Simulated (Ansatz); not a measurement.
# Appearance energy of a fragment ion: CTeF3 → [CF3]+ + Te + e⁻

Species: CTeF3 `FC(F)(F)[Te]`, doublet; [CF3]+ `F[C+](F)F`, singlet; Te atom, triplet. 

Shapes, held fixed at every level: PBE0-D4/def2-TZVP. Programs: Ansatz 0.2.0. Electronic energies: no zero-point or thermal term.

```
               level                    kind  ΔE (eV)  less CCSD(T)/def2-TZVPP  CPU time (sum over the molecules)
   PBE-D4/def2-TZVPP                     GGA   +11.25                    +0.25                               15 s
r2SCAN-D4/def2-TZVPP                meta-GGA   +11.19                    +0.19                               43 s
  PBE0-D4/def2-TZVPP           global hybrid   +11.21                    +0.21                               16 s
  wB97M-V/def2-TZVPP  range-separated hybrid   +11.10                    +0.10                               98 s
  wB97X-V/def2-TZVPP  range-separated hybrid   +11.26                    +0.26                               61 s
    CCSD(T)/def2-SVP   coupled cluster or CI   +10.44                    -0.56                               20 s
  CCSD(T)/def2-TZVPP   coupled cluster or CI   +11.00                     0.00                            5.8 min
```

The highest level, CCSD(T)/def2-TZVPP, gives ΔE = +11.00 eV; the levels span +10.44 to +11.26. The column of differences is taken from that level and isn't an error. No measured value is set beside it here. Open shells run unrestricted. For atoms past krypton def2 sets carry core potentials with scalar relativity. Outer-core shells of Te are correlated in most correlated rows, in sets that cover them unevenly. The onset seen in experiment also holds zero-point changes and kinetic shifts. Spin-orbit coupling lowers the free atoms by 25.2 kJ/mol; that is left out. Times are processor times on shared x86 and Arm servers, and rough.

Removing Te and an electron from CTeF3 costs about 11 eV, the sum of breaking the C–Te bond and ionizing the CF3 radical. The ionization takes the larger share, even though fluorine lone pairs donate into the empty carbon p orbital of the planar cation and partly offset the inductive pull of the three fluorines.

The largest shift in the table comes from the basis set, not the functional: CCSD(T) rises by 0.56 eV from def2-SVP to def2-TZVPP. The small set recovers too little of the correlation energy of the bonding pair and of the electron that is lost, so it favours the products. A further rise with a larger basis is likely, which would bring the coupled-cluster value closer to the functionals, all of which lie above it. Their order therefore supports no ranking by accuracy, nor does it follow functional class, since the two range-separated hybrids mark both ends of the DFT range. Whether Te⁺ + CF3 is a competitive channel remains open, as the two fragments have similar ionization energies.
